# Opening the H–Si–H angle of silanol: can the narrow side foretell the wide side?

Silanol, $\mathrm{H_3SiOH}$, has three hydrogens and one oxygen around its silicon atom. A force field or a cheaper electronic-structure method that is to describe such a molecule must know what it costs to bend the angle between two of these hydrogens. The scan below has been followed 30° to the narrow side of the starting structure, but only 15° to the wide side. The practical question is whether the known part tells us the cost of opening the angle further, and how far two cheaper methods can then be trusted.

Rigid scan of the H6–Si2–H5 bend in gas-phase silanol (SMILES O[SiH3]; atoms numbered in SMILES order, hydrogens last), computed with Ansatz 0.2.0 in the def2-TZVPP basis, with frozen cores for CCSD(T) and MP2 only. The rest of the molecule is held as in the PBE0-D4/def2-TZVP minimum, which lies at 109.9° and is the zero of energy for each method.

| bend (°) | CCSD(T) (eV) | wB97M-V (eV) | MP2 (eV) | wB97M-V less CCSD(T) (eV) |
| --- | --- | --- | --- | --- |
| 79.9 | 0.6777 | 0.6622 | 0.6958 | -0.0155 |
| 87.4 | 0.3746 | 0.3665 | 0.3844 | -0.0081 |
| 94.9 | 0.1631 | 0.1603 | 0.1673 | -0.0028 |
| 102.4 | 0.0395 | 0.0395 | 0.0405 | 0.0000 |
| 109.9 | 0.0000 | 0.0000 | 0.0000 | 0.0000 |
| 117.4 | 0.0411 | 0.0387 | 0.0422 | -0.0024 |
| 124.9 | 0.1604 | 0.1532 | 0.1646 | -0.0072 |
| 132.4 | ? | ? | ? | ? |
| 139.9 | ? | ? | ? | ? |

CCSD(T) serves as the reference here. wB97M-V is a density functional, MP2 a simpler treatment of electron correlation, and the last column is the error of the functional relative to CCSD(T). Each method counts its energy from the same structure, the PBE0-D4 minimum, and not from a minimum of its own. That choice turns out to matter.

## What the known side shows

Near the starting structure the bend behaves like a spring. Doubling the displacement from 7.5° to 15° raises the CCSD(T) energy about fourfold, to 0.16 eV on either side.

The two sides are not quite equal, and the small difference changes sign. At 7.5° the wide side costs slightly more, whereas at 15° the narrow side does. One cause alone would hardly do this. Two causes can, if one of them matters at small displacements and the other takes over at large ones.

The first is the choice of zero. The PBE0-D4 minimum need not be the lowest point of the CCSD(T) curve, so that curve may start with a slight slope. A slope contributes in proportion to the displacement and is therefore most visible close to the start, where the spring energy is still small.

The second is the surroundings of the moving atom. In the scan one hydrogen swings while all other atoms stay in place. Narrowing the angle drives it straight towards a second hydrogen. Widening the angle drives it into the gap between the oxygen and the third hydrogen.

On an ideal tetrahedron, the narrowest point of the scan closes one angle by 30°. An equal swing to the wide side closes two angles, but each only by about half as much, to 93°. Crowding grows faster than in proportion as atoms approach, so one strongly closed angle should stiffen the bend more than two that are closed about half as far, provided that oxygen and hydrogen crowd the moving atom to a similar degree. This is an argument from geometry, and the energies alone do not separate the contributions of the neighbours.

## A three-term spring

Let $d$ be the displacement from 109.9°, in radians and positive for widening. The simplest energy with all these features is

$$E(d) = g\,d + k\,d^2 + b\,d^3 .$$

Here $g$ is the slope at 109.9°, and $k$ measures the stiffness. The term with $b$ makes the two sides differ at large displacement, and a negative $b$ means that the gap is easier to enter than the neighbour is to approach. No constant is needed, because the energy is zero at $d=0$ by definition.

A least-squares fit to the seven known CCSD(T) energies gives $g=0.0123$, $k=2.359$ and $b=-0.259$, in eV with $d$ in radians. The slope puts the lowest point of the CCSD(T) curve only about 0.15° below 109.9°. About a quarter of this shift is mere rounding, because the angle in the shared structure is 109.86° and the scan is centred on 109.9°. The sign of $b$ is the one that the picture of neighbour and gap leads us to expect, though a fitted sign does not prove the picture. Slope and cubic term cancel where $d^2=0.0123/0.259$, which is at about 12°, and this is why the two sides change places between 7.5° and 15°.

The estimate for 139.9° can be worked by hand. The displacement is 30°, or 0.524 rad, and the three terms give

$$E \approx 0.006 + 0.647 - 0.037 = 0.616\ \text{eV}.$$

The spring supplies nearly everything. The cubic term takes off about 6 % of it, and the slope hardly counts any more.

The main danger lies in the gap itself. As the hydrogen moves on, its angles to the two atoms beside the gap keep closing. A term in $d^4$ can represent such a late stiffening. When it is added to the fit, the estimate rises by 0.002 eV at 132.4° and by 0.007 eV at 139.9°. The ranges below allow for roughly twice these shifts.

## How the cheaper methods should err

The error of wB97M-V looks irregular at first. It vanishes at 102.4°, yet at 15° from the start it is more than twice as large on the wide side as on the narrow side. Two simple differences account for this: the functional makes the bend softer, and its slope at the shared structure is not the same as that of CCSD(T).

The softness lowers the energy on both sides. The difference in slope raises it on the narrow side and lowers it on the wide side. The two effects therefore oppose each other on narrowing and add on widening. The vanishing error at 102.4° is such a cancellation and no sign of special accuracy at that angle.

A fit of the error with one linear and one quadratic term, again to the seven known rows, gives $-0.0084\,d-0.0730\,d^2$ in eV. At 139.9° these terms are −0.004 and −0.020 eV, and they add. The largest error of the scan should thus move from the narrow end to the wide end.

MP2 is simpler. In each known row away from the start, it lies between 2.5 and 2.7 % above CCSD(T). It behaves as if the whole curve had been multiplied by one number, and there is no visible reason for that to stop on the wide side.

The forecasts are therefore:

- **CCSD(T):** 0.353 ± 0.005 eV at 132.4° and 0.616 ± 0.015 eV at 139.9°, both below the energies equally far on the narrow side.
- **wB97M-V less CCSD(T):** −0.015 ± 0.002 eV and −0.024 ± 0.004 eV.
- **MP2:** 2.6 ± 0.2 % above CCSD(T) at both angles.

## The computed values

The withheld rows as computed:

| bend (°) | CCSD(T) (eV) | wB97M-V (eV) | MP2 (eV) | wB97M-V less CCSD(T) (eV) |
| --- | --- | --- | --- | --- |
| 132.4 | 0.3568 | 0.3424 | 0.3658 | -0.0144 |
| 139.9 | 0.6294 | 0.6058 | 0.6453 | -0.0236 |

The CCSD(T) energies fall within both ranges, but towards their upper ends. The forecast was too low by 0.004 eV at 132.4° and by 0.013 eV at 139.9°, which is 1 and 2 % of the computed energies. At both withheld angles the wide side is indeed the easier one. At 30° it costs 0.048 eV less than the narrow side, where the forecast had promised 0.062 eV.

The two misses have the same sign, and the second is more than three times the first, although the displacement has grown by only a third. So steep a growth points to a higher power of $d$ that the three-term spring lacks. The fit with the $d^4$ term, made on the known rows alone, would have removed about half of each miss. Growing crowding by the two atoms beside the gap is a plausible cause, but that remains a guess, since total energies do not show what each neighbour contributes.

The forecasts for wB97M-V hold to within 0.001 eV. Its largest error in the scan is now at the wide end, at nearly 4 % of the CCSD(T) energy there. In eV these misses are much smaller than those for the energy itself, since much of the stiffening is common to both methods and drops out of their difference. Relative to the small quantity that was forecast they still amount to between one and four per cent, which is not clearly better. MP2 lies 2.5 % above CCSD(T) at both angles, again within its range.

## What to do with this

For MP2, the correction in this scan is a single factor. Dividing its energies by 1.026 brings them to within 0.001 eV of CCSD(T) in every row. Two CCSD(T) calculations, one at the starting structure and one at a well-displaced angle, would have been enough to find that factor.

For wB97M-V, a single factor fails, because the percentage error depends on the side and on the distance from the start. The remedy is to take points in pairs, equally far to either side. In the average of a pair the slope cancels and only the softness is left. For the pair at 30°, the average error is

$$\tfrac12(-0.0155-0.0236) \approx -0.020\ \text{eV},$$

and the average CCSD(T) energy is

$$\tfrac12(0.6777+0.6294) \approx 0.654\ \text{eV}.$$

The functional is thus 3 % too soft relative to CCSD(T). The pairs at 7.5°, 15° and 22.5° give 3 % as well.

What had looked like an erratic error is a constant softness plus a small disagreement about the best angle along this rigid path. That disagreement is only about 0.1°, yet on a stiff bend it shifts the energy by 0.004 eV at 30°. The 3 % should not be charged wholly to the functional, however. CCSD(T) energies settle more slowly with the size of the basis set than those of a density functional, and only one basis set was used.

The energies themselves belong to a rigid bend. If the rest of the molecule could adjust at the same level of theory, opening the angle to 139.9° would cost at most the 0.63 eV found here, or about 60 kJ/mol, counted from the same zero. A force field in which the other atoms are free to move should therefore not be fitted to these values as if they were relaxed energies.

The rule for similar scans is to compute both sides before judging a method. If two methods share a structure that is the minimum of neither, a one-sided scan mixes a wrong stiffness with a slightly different best angle, and at some displacement the two may cancel and pass for accuracy. A pair of points at equal distances separates them.
